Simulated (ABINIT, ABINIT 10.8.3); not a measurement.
# Lattice constant of fcc aluminium: k mesh, cutoff and the step from LDA to PBE

## The question

The reference is a cubic lattice constant of 4.04958 Å, an experimental value quoted in "Honeycomb Boron on Al(111): From the Concept of Borophene to the Two-Dimensional Boride" (2021, PubMed Central 8482755). Neither method nor temperature is given with it; I take it to be a room-temperature diffraction value for pure aluminium. A second literature value, 4.0495 Å, comes from "The interpretation of polycrystalline coherent inelastic neutron scattering from aluminium" (2013, PubMed Central 3831299). The third, 4.0496 ± 0.0092 Å, is an X-ray refinement of the aluminium matrix in a cast Al-Nd alloy, from "Deformability, inherent mechanical properties and chemical bonding of Al11Nd3 in Al-Nd target material" (2024, arXiv:2404.18050). The three agree closely, but the two quoted values may share an origin, so I do not count them as independent confirmation.

| compared with | measured | source's wording or label | method |
| --- | --- | --- | --- |
| a (Å) | 4.0495 | cubic lattice constant | literature experiment |
| a (Å) | 4.04958 | cubic lattice parameter, quoted experimental value | method not stated * |
| a (Å) | 4.0496 ± 0.0092 | 4.0496 ± 0.0092 A | X-ray diffraction refinement, Cu K-alpha |

Where a quantity has several values, deviations refer to the one marked *.

Conditions are those given with the value in the passage it was taken from; "not stated" means there, and the paper may say more elsewhere. The values are a selection: others may have been left out beforehand as unlike or outlying.

## How to go about it

I want the cheapest level of theory that gives the lattice constant of aluminium within 1 % of the reference, a window of about 0.04 Å on either side. That is tight enough to expose the usual bias of a density functional. It also leaves room for what a static calculation omits: thermal expansion up to room temperature and zero-point motion, which together lengthen a by roughly three quarters of a per cent in this metal.

The model is the perfect nonmagnetic fcc crystal with one atom in the primitive cell, relaxed from a diffraction structure whose a of 4.050 Å practically coincides with the reference. I start with LDA on a coarse k mesh, settle the mesh and the cutoff, and only then change the functional. Aluminium has a Fermi surface that a coarse mesh samples poorly, so I will not judge a functional before the mesh has been tested.

System: Al (alpha-Al), face-centred cubic; Fm-3m (No. 225), 1 atom in the primitive cell; the database structure is a diffraction structure: a = 4.050 Å; structure from the Crystallography Open Database.

## 1. LDA on a coarse mesh

One atom per cell makes this a very light calculation, and it gives a first value against which the denser meshes can be measured. LDA usually binds too strongly, so I expect a to come out short, by perhaps one to two per cent.

**Run 1.** ABINIT 10.8.3: LDA, JTH PAW datasets, cell and atoms relaxed from the database structure, cutoff 20 Ha, 6x6x6 k mesh, Gaussian smearing 0.1 eV.

Key lines of the input:
```
# potential files: JTH PAW datasets, made for LDA
ecut 20
pawecutdg 40
ecutsm 0.5
dilatmx 1.06
optcell 2
ionmov 2
ntime 50
tolmxf 5.0d-5
ngkpt 6 6 6
shiftk 0.0 0.0 0.0
occopt 7
tsmear 0.1 eV
nband 6
nstep 80
tolvrs 1.0d-10
pseudos "Al.xml"
ntypat 1
znucl 13
natom 1
typat 1
# ... acell, rprim, xred
```

Command:
```
OMP_NUM_THREADS=1 mpirun -n 4 abinit run.abi > run.log
```

Selected lines of the output:
```
 At Broyd/MD step   4, gradients are converged :
            acell      5.3338446396E+00  5.3338446396E+00  5.3338446396E+00 Bohr
```

Converged; 2.4 s on 4 cores of Arm Neoverse V2, shared host.

| quantity | run 1 | measured | deviation |
| --- | --- | --- | --- |
| a (Å) | 3.9917 | 4.04958 | −0.0579 (−1.4 %) |
| conventional cell volume (Å³) | 63.60 |  |  |
| final pressure (GPa) | −0.00567 |  |  |

The relaxed a is 3.9917 Å, 1.4 % short of the reference and outside the target. The direction is the one I expected from LDA, but this mesh is too coarse for a metal to pin the miss on the functional.

## 2. Denser k meshes and a higher cutoff

I keep LDA and refine the k mesh in two steps, to 12x12x12 and 14x14x14, and raise the plane-wave cutoff to 26 Ha separately at the first of these. With a coarse run taking only seconds, the whole test is affordable before any change of functional. The mesh should matter more than the cutoff; whether it moves a towards the reference or away from it I cannot tell beforehand.

**Run 2.** ABINIT 10.8.3: LDA, JTH PAW datasets, cell and atoms relaxed from the database structure, cutoff 20 Ha, 12x12x12 k mesh, Gaussian smearing 0.1 eV.

Key lines of the input, as changed from run 1:
```diff
- ngkpt 6 6 6
+ ngkpt 12 12 12
```

Selected lines of the output:
```
            acell      5.3272567451E+00  5.3272567451E+00  5.3272567451E+00 Bohr
```

Converged; 5.5 s of wall time.

**Run 3.** ABINIT 10.8.3: LDA, JTH PAW datasets, cell and atoms relaxed from the database structure, cutoff 20 Ha, 14x14x14 k mesh, Gaussian smearing 0.1 eV.

Key lines of the input, as changed from run 1:
```diff
- ngkpt 6 6 6
+ ngkpt 14 14 14
```

Selected lines of the output:
```
            acell      5.3163178345E+00  5.3163178345E+00  5.3163178345E+00 Bohr
```

Converged; 11 s on 4 cores of Arm Neoverse V1, shared host.

**Run 4.** ABINIT 10.8.3: LDA, JTH PAW datasets, cell and atoms relaxed from the database structure, cutoff 26 Ha, 12x12x12 k mesh, Gaussian smearing 0.1 eV.

Key lines of the input, as changed from run 2:
```diff
- ecut 20
- pawecutdg 40
+ ecut 26
+ pawecutdg 52
```

Selected lines of the output:
```
            acell      5.3268630866E+00  5.3268630866E+00  5.3268630866E+00 Bohr
```

Converged; 11 s of wall time.

| quantity | run 2 | run 3 | run 4 | measured |
| --- | --- | --- | --- | --- |
| a (Å) | 3.9868 | 3.9786 | 3.9865 | 4.04958 |
| conventional cell volume (Å³) | 63.37 | 62.98 | 63.35 |  |
| final pressure (GPa) | −0.00825 | −0.00014 | −0.00904 |  |

The k mesh is less settled than I had hoped. From 6x6x6 to 12x12x12 a shrinks by 0.0049 Å, and from there to 14x14x14 by a further 0.0082 Å, so the second, smaller refinement moves it more than the first. The final pressures are far too small to account for that shift. I therefore cannot call the 12x12x12 value converged, and a change of about 0.2 % has to be kept in mind when reading results on that mesh.

Raising the cutoff to 26 Ha changes a by only 0.0003 Å, far less than the mesh does. For this target 20 Ha is enough with these LDA datasets.

All the LDA values fall short of the reference by more than 1 %, and the densest mesh gives the largest miss, 0.0710 Å or about 1.8 %. Better sampling has not rescued LDA, so the functional is the next thing to change.

## 3. PBE at the same settings

A gradient correction weakens the overbinding of LDA and adds little to the cost of so small a cell. I take PBE with datasets made for it, at 20 Ha and 12x12x12, so that the LDA run at these settings is the direct comparison. I expect a to lengthen by more than the mesh shift just seen and to land within the target.

**Run 5.** ABINIT 10.8.3: PBE, JTH PAW datasets, cell and atoms relaxed from the database structure, cutoff 20 Ha, 12x12x12 k mesh, Gaussian smearing 0.1 eV.

Key lines of the input, as changed from run 2:
```diff
- # potential files: JTH PAW datasets, made for LDA
+ # potential files: JTH PAW datasets, made for PBE
```

Selected lines of the output:
```
 At Broyd/MD step   3, gradients are converged :
            acell      5.4019089205E+00  5.4019089205E+00  5.4019089205E+00 Bohr
```

Converged; 5.5 s of wall time.

| quantity | run 5 | measured | deviation |
| --- | --- | --- | --- |
| a (Å) | 4.0426 | 4.04958 | −0.0070 (−0.2 %) |
| conventional cell volume (Å³) | 66.07 |  |  |
| final pressure (GPa) | 0.00231 |  |  |

PBE gives 4.0426 Å, 0.0070 Å or 0.2 % below the reference and well inside the target. At equal settings a is about 0.056 Å longer than with LDA, several times the largest mesh shift seen so far, and the run took no longer than its LDA counterpart.

The mesh test above is for LDA; one for PBE is not shown in this report. The remaining distance to the lower edge of the target is about four times the LDA change between the two densest meshes. I therefore trust the pass, but not the closeness of the agreement to a tenth of a per cent.

## 4. LDA with norm-conserving potentials

That PBE is needed at all rests on the failure of LDA, and every LDA value so far comes from the same PAW dataset. I repeat the LDA relaxation with PseudoDojo norm-conserving potentials to see whether the short lattice constant belongs to the functional or to the dataset. The mesh is 8x8x8, so a difference of about a hundredth of an ångström could come from sampling as well as from the potential. I expect a to remain more than 1 % short.

**Run 6.** ABINIT 10.8.3: LDA, PseudoDojo norm-conserving potentials, cell and atoms relaxed from the database structure, cutoff 22 Ha, 8x8x8 k mesh, Gaussian smearing 0.1 eV.

Key lines of the input, as changed from run 1:
```diff
- # potential files: JTH PAW datasets, made for LDA
- ecut 20
- pawecutdg 40
+ # potential files: PseudoDojo norm-conserving potentials, made for LDA
+ ecut 22
- ngkpt 6 6 6
+ ngkpt 8 8 8
- pseudos "Al.xml"
+ pseudos "Al.upf"
```

Selected lines of the output:
```
 At Broyd/MD step   4, gradients are converged :
            acell      5.3209318548E+00  5.3209318548E+00  5.3209318548E+00 Bohr
```

Converged; 4.7 s of wall time.

| quantity | run 6 | measured | deviation |
| --- | --- | --- | --- |
| a (Å) | 3.9820 | 4.04958 | −0.0676 (−1.7 %) |
| conventional cell volume (Å³) | 63.14 |  |  |
| final pressure (GPa) | −0.00971 |  |  |

With the norm-conserving potential LDA gives 3.9820 Å, 1.7 % short of the reference. This lies between the PAW values on the 12x12x12 and 14x14x14 meshes, about 0.005 Å below the first and about 0.003 Å above the second. Because the meshes differ, I cannot separate the effect of the potential from that of sampling, but their combined effect is small beside the miss of 0.0676 Å. The short lattice constant is therefore not peculiar to the PAW dataset. By the allowance made at the outset, I ascribe roughly half of the miss to LDA itself and the rest to the omitted thermal expansion and zero-point motion.

This check supports the rejection of LDA. It says nothing about the PBE value, for which a second dataset or mesh is not shown in this report.

## The runs side by side

| run | settings | a (Å) | deviation | cost |
| --- | --- | --- | --- | --- |
| 1 | LDA, JTH PAW datasets, cutoff 20 Ha, 6x6x6 k mesh | 3.9917 | −0.0579 (−1.4 %) | under 1 core-min |
| 2 | LDA, JTH PAW datasets, cutoff 20 Ha, 12x12x12 k mesh | 3.9868 | −0.0628 (−1.6 %) | under 1 core-min |
| 3 | LDA, JTH PAW datasets, cutoff 20 Ha, 14x14x14 k mesh | 3.9786 | −0.0710 (−1.8 %) | under 1 core-min |
| 4 | LDA, JTH PAW datasets, cutoff 26 Ha, 12x12x12 k mesh | 3.9865 | −0.0631 (−1.6 %) | under 1 core-min |
| 5 | PBE, JTH PAW datasets, cutoff 20 Ha, 12x12x12 k mesh | 4.0426 | −0.0070 (−0.2 %) | under 1 core-min |
| 6 | LDA, PseudoDojo norm-conserving potentials, cutoff 22 Ha, 8x8x8 k mesh | 3.9820 | −0.0676 (−1.7 %) | under 1 core-min |
|  | measured | 4.04958 |  |  |

Further runs on the same system, made beside this series (convergence steps with loose settings among them):

| further | settings | a (Å) | deviation | cost |
| --- | --- | --- | --- | --- |
| F1 | PBE+D3(BJ), JTH PAW datasets, cutoff 20 Ha, 12x12x12 k mesh | 3.9861 | −0.0634 (−1.6 %) | under 1 core-min |
| F2 | Wu-Cohen GGA, JTH PAW datasets, cutoff 20 Ha, 12x12x12 k mesh, PBE datasets | 4.0275 | −0.0221 (−0.5 %) | under 1 core-min |
| F3 | PBEsol, JTH PAW datasets, cutoff 20 Ha, 12x12x12 k mesh, PBE datasets | 4.0232 | −0.0264 (−0.7 %) | under 1 core-min |
| F4 | BLYP, JTH PAW datasets, cutoff 20 Ha, 12x12x12 k mesh, PBE datasets | 4.1160 | +0.0664 (+1.6 %) | under 1 core-min |
| F5 | LDA, JTH PAW datasets, cutoff 14 Ha, 12x12x12 k mesh | 3.9871 | −0.0625 (−1.5 %) | under 1 core-min |
| F6 | LDA, JTH PAW datasets, cutoff 20 Ha, 12x12x12 k mesh, optcell 1 | 3.9868 | −0.0628 (−1.6 %) | under 1 core-min |
|  | measured | 4.04958 |  |  |

## What the runs support

PBE meets the target: its lattice constant of 4.0426 Å lies 0.2 % below the reference, at a cost of under one core-minute. LDA misses by 1.4 to 1.8 % in direct comparison, and costs about as much.

The static calculation omits thermal expansion and zero-point motion. Adding roughly three quarters of a per cent for them would put PBE roughly 0.6 % above the reference, still within the target. Its close agreement is thus partly a cancellation between a slightly long static cell and the missing expansion. The same allowance would leave LDA roughly 0.7 to 1 % short, inside the target or at its edge depending on the mesh. Its failure thus holds for the direct comparison, and much of it comes from the missing expansion.

The change of functional was the decisive step. PBEsol and Wu-Cohen also pass, 0.7 and 0.5 % short, and the allowance would bring both nearer to the reference; they used PBE datasets. BLYP, with the same mismatch, comes out 1.6 % too long. Adding D3(BJ) to PBE shortens a by about 0.06 Å and spoils the agreement. I suspect that a pairwise correction built on atomic dispersion coefficients overbinds a metal whose electrons screen strongly.

For LDA the cutoff hardly matters: 14, 20 and 26 Ha agree within 0.0006 Å. The k mesh matters more, with a shift of 0.0082 Å between the two densest meshes. The norm-conserving check supported the short LDA cell; for PBE, a test of mesh or dataset is not shown in this report. A mesh error like that of LDA would not overturn the pass, but it would exceed the 0.0070 Å left between PBE and the reference.

[Logs are printed without paths, hosts, clocks, repeated set-up lines and the standing remarks that a program may print on its own settings, such as how far it seeks lower states.]

[The runs shown are a pick from a larger set of finished runs; failed, doubtful and other runs were left out of it ahead of writing. So were measured values far from every level or from commonly accepted values, and agreement can look better than it is. Lines of input and output are excerpts and may be shortened.]
